## Results and discussion

### Eight energies and eight candidates

Taking 1,3-difluoropropane apart into free atoms breaks ten bonds: two C–C, six C–H and two C–F. The energy this costs, the atomisation energy, depends strongly on the level of theory, even though the structure of the molecule is the same throughout. The eight values below have lost their labels, and the question is how many of them can be restored from the energies alone. One further result keeps its label as a guide: Hartree–Fock in the 3-21G basis gives 30.81 eV.

Atomisation energy of 1,3-difluoropropane (neutral singlet) by Hartree–Fock and DFT in OpenMolcas and tight binding in xtb, at the fixed PBE0-D4/def2-TZVP geometry. The difference is free atoms less molecule, without zero-point energy. Reference determinants are those of the molecule; the free atoms in OpenMolcas are spin-unrestricted. Candidates: GFN0-xTB (xtb), GFN1-xTB (xtb), PBE0 cc-pVDZ (OpenMolcas), HF cc-pVDZ (OpenMolcas), BLYP cc-pVDZ (OpenMolcas), SVWN5 cc-pVDZ (OpenMolcas), HF STO-3G (OpenMolcas), GFN2-xTB (xtb).

```csv
row,energy difference (eV)
A,43.42
B,43.87
C,50.70
D,31.99
E,61.18
F,53.51
G,38.34
H,43.09
```

The candidates fall into three families. Hartree–Fock treats each electron in the average field of the others. SVWN5, BLYP and PBE0 are density functionals: a purely local one, one that also uses density gradients, and one that adds a share of exact exchange. The three xTB models are semi-empirical tight-binding methods.

### A chemical estimate as a ruler

Bond energies carry over fairly well from one molecule to another, so their sum gives a first idea of the right answer. Tabulated bond energies refer to real molecules, which vibrate even in their ground state, whereas the computed energies belong to atoms at rest. The zero-point energy must therefore be added back:

$$E_\mathrm{at}\approx 2D_\mathrm{CC}+6D_\mathrm{CH}+2D_\mathrm{CF}+E_\mathrm{ZP}$$

Here each $D$ is the energy of one bond and $E_\mathrm{ZP}$ is the zero-point energy. With rough recalled values of 3.6, 4.3 and 5.0 eV for the bonds and 2 eV for the vibration, the sum is $7.2+25.8+10+2=45$ eV. It takes no value from the table and is good to a few electronvolts.

Three unlabelled values, A, B and H, lie within 2 eV of this estimate. D and G fall well below it, and C, F and E well above. The task is now to decide which methods bind too weakly and which too strongly.

### The two low values

Hartree–Fock binds too weakly for a well-understood reason. Two electrons of opposite spin that share a bond avoid each other, and this correlated motion lowers their energy. Hartree–Fock leaves it out. Because atomisation breaks up ten bonding pairs, the molecule loses more by the omission than the free atoms do. The labelled 3-21G result shows the size of the shortfall: it lies 14 eV below the estimate, or about 1.4 eV per bond, part of which may come from the small basis. D and G are therefore the natural places for the two other Hartree–Fock results.

Which of them is STO-3G is decided by the free hydrogen atom. This minimal basis gives hydrogen a single function of fixed width, and that width is chosen to suit hydrogen in a molecule, where the electron is held more tightly. A free atom would spread out further but can't, so its energy comes out too high. Atomisation ends in free atoms and therefore looks too expensive.

The calculated energies of the free atom give the size of this effect. Hydrogen lies at −0.46658 hartree in STO-3G and at −0.49928 hartree in cc-pVDZ. For six atoms the difference is $6\times0.0327=0.196$ hartree, or 5.3 eV. STO-3G should thus give the higher value, which is G, and cc-pVDZ the lower, which is D.

The reverse assignment can be tested too. G lies 6.35 eV above D, so with G as STO-3G only a net 1.0 eV is left for everything else that differs between the two bases. With the labels swapped, everything else would have to supply 11.7 eV in the opposite direction. The labelled 3-21G result also lies close to D, as expected of a basis in which hydrogen has two functions and can adjust its size.

### The high values

The local density approximation, here SVWN5, errs in the other direction. It treats each small region of the electron cloud as if it belonged to a uniform electron gas. That description is poorer for a free atom, whose density falls off steeply on all sides, than for a molecule, where the density between the nuclei is smoother. The atoms come out too high relative to the molecule, and the bonds look too strong. A rough recalled excess of 0.5 to 1 eV per bond places SVWN5 between 50 and 55 eV.

This range admits C and F and excludes E. C is the more likely choice, because C–H bonds make up six of the ten and usually show an excess near the lower end of the range. F can't be ruled out on these grounds. BLYP and PBE0 correct most of the local error and so belong among A, B and H.

The xTB models fill the places that remain. They contain no spin-polarisation term, the part of the energy that rewards unpaired electrons for having parallel spins or, in hydrogen, for having one definite spin. Free carbon, hydrogen and fluorine all have unpaired electrons, whereas the molecule has none. The omission raises the atoms alone and favours too large an atomisation energy, which suits two xTB models at the top of the list. The third must nevertheless sit near the estimate, and the energies don't reveal which one it is.

### Verdict before the reveal

D is firmly Hartree–Fock in cc-pVDZ, and G is very likely STO-3G. An xTB model at G can't be strictly excluded, but STO-3G would then have to lie at least 11 eV above D, about twice what the free hydrogen atoms supply. SVWN5 is probably C. BLYP and PBE0 take two of the places A, B and H, but which two, and in which order, is open, as are the names of all three xTB models. With D and G taken as settled and SVWN5 at either C or F, 72 complete assignments remain; if it is fixed at C, there are 36.

The rows with their labels:

```csv
level (program),reference determinants,relativity,energy difference (eV)
HF 3-21G (OpenMolcas),RHF,none,30.81
HF cc-pVDZ (OpenMolcas),RHF,none,31.99
HF STO-3G (OpenMolcas),RHF,none,38.34
GFN0-xTB (xtb),n/a,n/a,43.09
BLYP cc-pVDZ (OpenMolcas),RKS,none,43.42
PBE0 cc-pVDZ (OpenMolcas),RKS,none,43.87
SVWN5 cc-pVDZ (OpenMolcas),RKS,none,50.70
GFN2-xTB (xtb),n/a,n/a,53.51
GFN1-xTB (xtb),n/a,n/a,61.18
```

### What the labels add

Both Hartree–Fock assignments and the probable one for SVWN5 are correct. The bond estimate does well for its simplicity: it lies about 1 eV above PBE0 and 2 eV above GFN0-xTB, the lowest of the central three. It can separate low, central and high results, but it can't tell apart methods whose results differ by less than its own uncertainty. The printed output after this section lists the distance of each result from the estimate.

With the labels in place, methods can be compared in the same cc-pVDZ basis. Relative to PBE0, Hartree–Fock binds each bond more weakly by 1.2 eV on average, and SVWN5 binds it more strongly by 0.7 eV. PBE0 serves here as a common reference, not as the true value. One detail of the SVWN5 result is unsettled: the highest filled and lowest empty levels of its free fluorine atom coincide, which leaves the occupation of that atom uncertain. Only two such atoms enter an average over ten bonds, so the effect on it is expected to be small.

One molecule can't show how these differences scale, but they can be expected to grow roughly with the number of bonds in similar saturated molecules. The free-hydrogen part of the STO-3G error follows a different count, the number of hydrogen atoms set free. A poor basis can thus appear to repair Hartree–Fock. STO-3G comes closer to PBE0 than cc-pVDZ does, although it describes both the atoms and the molecule less well. Compared with cc-pVDZ, it raises the free carbon and fluorine atoms by 115.4 eV in all and the molecule by 114.4 eV. These large shifts nearly cancel and leave 1.0 eV, to which the free hydrogen atoms add 5.3 eV. The closer value is therefore no sign that the bonds themselves are described better.

BLYP and PBE0 differ by only 0.45 eV. They share the same small basis, but its error need not be equal for the two functionals. Their order should therefore be checked in a larger basis before it is given a physical meaning.

The xTB results show how far a single plausible cause can take the argument. All three models lack spin polarisation, yet they spread over 18 eV, from just below BLYP to far above SVWN5. The shared omission can push all of them upwards, but the differences between them must come from the way each model was built and parametrised. The agreement of GFN0-xTB with PBE0 is therefore no evidence that it describes the bonds accurately.

For a process engineer, the useful distinction is between breaking a molecule into atoms and converting it into other molecules. In a reaction between closed-shell molecules, the free-atom energies cancel from the balance, and with them the hydrogen error of STO-3G and the spin error of the xTB atoms. Errors in the molecules themselves remain. A poor atomisation energy may thus come from the free atoms, from the molecule or from both, and a reaction energy needs its own test.

The analysis program printed:

```
rough sum of bond energies (eV): 43
rough fixed-atom estimate with zero-point energy added back (eV): 45
energies against the rough estimate:
                         row  energy in eV  step from row above in eV  energy less estimate in eV
       HF 3-21G (OpenMolcas)         30.81                        n/a                      -14.19
     HF cc-pVDZ (OpenMolcas)         31.99                       1.18                      -13.01
      HF STO-3G (OpenMolcas)         38.34                       6.35                       -6.66
              GFN0-xTB (xtb)         43.09                       4.75                       -1.91
   BLYP cc-pVDZ (OpenMolcas)         43.42                       0.33                       -1.58
   PBE0 cc-pVDZ (OpenMolcas)         43.87                       0.45                       -1.13
  SVWN5 cc-pVDZ (OpenMolcas)          50.7                       6.83                         5.7
              GFN2-xTB (xtb)         53.51                       2.81                        8.51
              GFN1-xTB (xtb)         61.18                       7.67                       16.18
LDA expected from estimate plus 0.5 eV per bond (eV): 50
LDA expected from estimate plus 1 eV per bond (eV): 55
HF STO-3G less HF cc-pVDZ (eV): 6.35
part from six free H atoms being too high in STO-3G (eV): 5.339
HF STO-3G after using the cc-pVDZ energy for free H (eV): 33
remainder above HF cc-pVDZ (eV): 1.011
remainder needed if the two HF labels were swapped (eV): -11.69
control HF 3-21G after the same replacement of free H (eV): 30.31
HF less PBE0 in cc-pVDZ per bond (eV): -1.188
SVWN5 less PBE0 in cc-pVDZ per bond (eV): 0.683
PBE0 less BLYP (eV): 0.45
width of the cluster GFN0 to PBE0 (eV): 0.78
GFN2 less PBE0 (eV): 9.64
GFN1 less PBE0 (eV): 17.31
spread of the three xTB models (eV): 18.09
assignments left if SVWN5 is 50.70 or 53.51 (count): 72
assignments left if SVWN5 is fixed at 50.70 (count): 36
```
